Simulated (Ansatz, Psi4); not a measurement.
**Exact exchange and the HOMO–LUMO gap of AlH**

AlH: 2 atoms, total charge 0, spin state singlet. As SMILES, `[AlH]`. The shape is that of a PBE0-D4/def2-TZVP optimisation.

The HOMO–LUMO gap y, in eV, basis def2-TZVPPD; a is the functional's share of exact exchange. Programs: Ansatz 0.2.0, Psi4 1.11.

```
functional  program     a  y (eV)
    revPBE     Psi4     0    2.40
       PBE     Psi4     0    2.36
     TPSSh     Psi4   0.1    3.25
     B3LYP     Psi4   0.2    3.72
   r2SCAN0   Ansatz  0.25    4.23
      PBE0     Psi4  0.25       ?
     BHLYP     Psi4   0.5    5.66
```

Problem. Fit y = c + s·a to the known rows and predict PBE0.

Solution. 
1. Means of the 6 rows: a = 0.1750, y = 3.603.
2. Σ(Δa)² = 0.17875, Σ(Δa·Δy) = 1.173, so the slope is 1.173/0.17875 = 6.5622.
3. Intercept: 3.603 − (6.5622) × 0.1750 = 2.455. The largest residual of the fit is 0.14.
4. PBE0: 2.455 + (6.5622) × 0.25 = 4.10 eV.

The run gave 4.03 eV, so the prediction is off by +0.07 eV, within the largest residual. Exact exchange lowers occupied levels and raises empty ones.

The gap widens with the share of exact exchange, from 2.36 eV with PBE to 5.66 eV with BHLYP, though functionals with the same share still differ. The frontier orbitals of AlH are an aluminium-centred σ lone pair, largely 3s, and an empty, degenerate π pair of Al 3p character. Nonlocal exchange acts directly between occupied orbitals and cancels the self-repulsion of an electron in the compact lone pair. An empty orbital gets no such cancellation and feels the repulsion of all the electrons, so the two levels move apart.

The scatter about the line is not random: TPSSh and r2SCAN0 lie above it, while all the GGA-based functionals, PBE0 included, lie below. This suggests that the kinetic-energy-density dependence of the semilocal part opens the gap somewhat further, and that the overestimate for PBE0 comes partly from pooling the two families. The good linear fit does not show which share is right, and these orbital gaps are not optical excitation energies, which also contain the electron–hole attraction.
